# How many f, g and h sets for the Cu 3d shell

## Equal marginal gain

Let $n_l$ radial sets of angular momentum $l\ge3$ leave an error $\epsilon_l(n_l)$, with additive, diminishing gains. A set holds $2l+1$ spherical functions, so $M=\sum_l(2l+1)n_l$. A minimiser of $\sum_l\epsilon_l+\lambda M$ is optimal at its own $M$. It keeps each set whose gain per function exceeds $\lambda$, so marginal gains per function are equal up to discreteness.

If that gain depends only on $n=l+k$ for the $k$-th set, the threshold is $n\le N$ and $n_l=N-l$. In typical cc-pVXZ compositions $N=X+1$ for carbon (1d, 2d1f, 3d2f1g) and $N=X+2$ for Cu (1f, 2f1g, 3f2g1h).

## Model

Assume a gain $a\,n^{-6}$ per function, the typical large-$n$ form of the principal expansion, with $a$ in mE$_h$. Shell $n$ holds $n^2-9$ functions with $l\ge3$, so the exact total is
$$S=a\sum_{n\ge4}\frac{n^2-9}{n^6}=a\left(\frac{\pi^4}{90}-\frac{\pi^6}{105}+\frac{517}{64}\right)=4.361\times10^{-3}a .$$

The CCSD ladder term $\sum_{cd}\langle ab|cd\rangle t_{ij}^{cd}$ has $o^2v^2$ outputs of $v^2$ terms each ($o$ occupied, $v$ virtual orbitals, no symmetry). Work is $o^2v^4$ and amplitude memory $o^2v^2$. With $v=v_0+M$ and an assumed fixed spd block $v_0=40$, the ratios to that block are $W=(1+M/40)^4$ and $Q=(1+M/40)^2$.

## Three strategies

**Consistent.** $M=N(N+1)(2N+1)/6-9N+13$. The midpoint Euler–Maclaurin formula with $y=N+\tfrac12$ gives
$$\epsilon_N=a\left[\frac1{3y^3}-\frac{59}{30y^5}+\dots\right].$$
Hence $\epsilon M\to a/9$, and for $M\gg v_0$, $W\propto\epsilon^{-4}$ and $Q\propto\epsilon^{-2}$.

**Square.** Take $L-2$ sets for every $l=3,\dots,L$, so $M\to L^3$. Since $\sum_{n>m}n^{-6}\approx m^{-5}/5$, the missing $l>L$ and the missing radial sets give
$$\epsilon M\to a\left[\frac2{15}+\frac25\int_0^1\frac{t\,dt}{(1+t)^5}\right]=\frac{5a}{32}.$$
Equal error needs $45/32$ times the functions and 3.91 times the work.

**Extrapolated.** Fit $\epsilon\propto y^{-3}$ to cutoffs $N-1$ and $N$. The residual is $\Delta(y^3\epsilon)/\Delta(y^3)\to59a/(45N^5)$, so $W\propto\epsilon^{-12/5}$ and $Q\propto\epsilon^{-6/5}$. Work adds over both runs and memory is that of the larger.

| choice | $M$ | $W$ | $Q$ | error, % of $S$ |
|---|---|---|---|---|
| 1f | 7 | 1.91 | 1.38 | 60.8 |
| 2f1g | 23 | 6.15 | 2.48 | 37.3 |
| 3f2g1h | 50 | 25.6 | 5.06 | 24.1 |
| 4f2g2h1i (partial shell) | 81 | 83.7 | 9.15 | 18.0 |
| 4f3g2h1i | 90 | 112 | 10.6 | 16.3 |
| 5f4g3h2i1k | 145 | 458 | 21.4 | 11.4 |
| square 3f3g3h | 81 | 83.7 | 9.15 | 19.2 |
| square 4f4g4h4i | 160 | 625 | 25.0 | 12.0 |
| extrapolated $N=4,5$ | 23 | 8.06 | 2.48 | 8.9 (27.4) |
| extrapolated $N=5,6$ | 50 | 31.8 | 5.06 | 3.7 (14.4) |
| extrapolated $N=6,7$ | 90 | 137 | 10.6 | 1.7 (8.1) |

Errors come from exact sums. Parentheses hold a fit to $X^{-3}$ with $X=N-2$. The model's offset is known and that of a real atom is not, so the gap shows how much the offset matters.

## Choices among these rows

- **40 %:** 2f1g, $W=6.15$.
- **10 %:** extrapolate $N=4,5$ at 8.06. The $X^{-3}$ fit needs $N=6,7$ at 137.
- **5 % and 2 %:** $N=5,6$ at 31.8 and $N=6,7$ at 137, both with the $y^{-3}$ fit only.
- **15 % from one basis:** 5f4g3h2i1k at 458, against 625 for the square set.
- **Budgets $W\le10$, 50, 150:** extrapolate $N=4,5$, then $5,6$, then $6,7$. Each is best with either fit.
- **$Q\le10$:** extrapolate $N=5,6$. From one basis take 4f2g2h1i, which beats 3f3g3h at identical cost.

All percentages are the model's, not copper's. They cover only the $l\ge3$ energy, treat gains as additive and use $n^{-6}$ down to $n=4$. For a real 3d shell, compute the gain of each candidate set in mE$_h$, divide by $2l+1$ and add sets in descending order.